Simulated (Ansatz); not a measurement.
A series in volume scale on AlCu₃

Results calculated with Ansatz 0.2.0, not measured. Free energy against uniform scaling of the volume at fixed shape and fractions; periodic cell, basis, potentials, k mesh and filling as listed.

The cell before it is scaled or strained (space group Fm-3m, No. 225):
```
CELL_PARAMETERS angstrom
0.00000 2.89760 2.89760
2.89760 0.00000 2.89760
2.89760 2.89760 0.00000
ATOMIC_POSITIONS crystal
Al 0.00000 0.00000 0.00000
Cu 0.50000 0.50000 0.50000
Cu 0.25000 0.25000 0.25000
Cu 0.75000 0.75000 0.75000
```

Settings of every row: functional LDA; dispersion none; potentials PAW; wave cutoff 571.44 eV; density cutoff 2285.8 eV; k mesh 7x7x7; k shift 0x0x0; occupations fermi dirac; smearing width 0.1 eV; spin none.

Limits: coarse k mesh, up to 40 meV an atom off; the cell comes from a prototype or a list of computed structures and needn't be the stable phase.

| row | volume scale | V (Å³/atom) | pressure (GPa) | energy above lowest point (meV/atom) |
| --- | --- | --- | --- | --- |
| 1 | 0.9406 | 11.442 | ? | ? |
| 2 | 0.9703 | 11.803 | -3.36 | 2 |
| 3 | 1 | 12.164 | -7.6 | 14.5 |
| 4 | 1.0297 | 12.526 | -11.14 | 35.8 |
| 5 | 1.0594 | 12.887 | -14.09 | 64.3 |

Question: what pressure should row 1 give?

Worked fit of pressure. Take u = (V_r/V)^(2/3) − 1 with V_r = 12.345 Å³ an atom, which is twice the finite (Eulerian) strain; such expansions in the strain, on which the Birch-Murnaghan equation of state is built, carry the rest volume and the bulk modulus. The shown rows have u = 0.03038, 0.0099, -0.00966, -0.02824. Least squares give pressure = −9.451 + 181.63 × u + 618.4 × u² GPa; a straight line predicts inner rows, each left out in turn, worse (root mean square 0.34 against 0.017 GPa). The rows lie off it by 0.00, -0.01, 0.01, 0.00. The withheld row has u = 0.05194, so the fit gives −9.451 + 181.63 × (0.05194) + 618.4 × (0.05194)² = 1.65 GPa.

The calculation gave 1.72 GPa. The fit lies 0.07 GPa (4.1 % of the value, 0.44 % of the column's range) below it; its largest miss of a shown row is 0.01 GPa. This row lies beyond the range of the fit.

The other values of row 1: energy above lowest point 0 meV/atom.
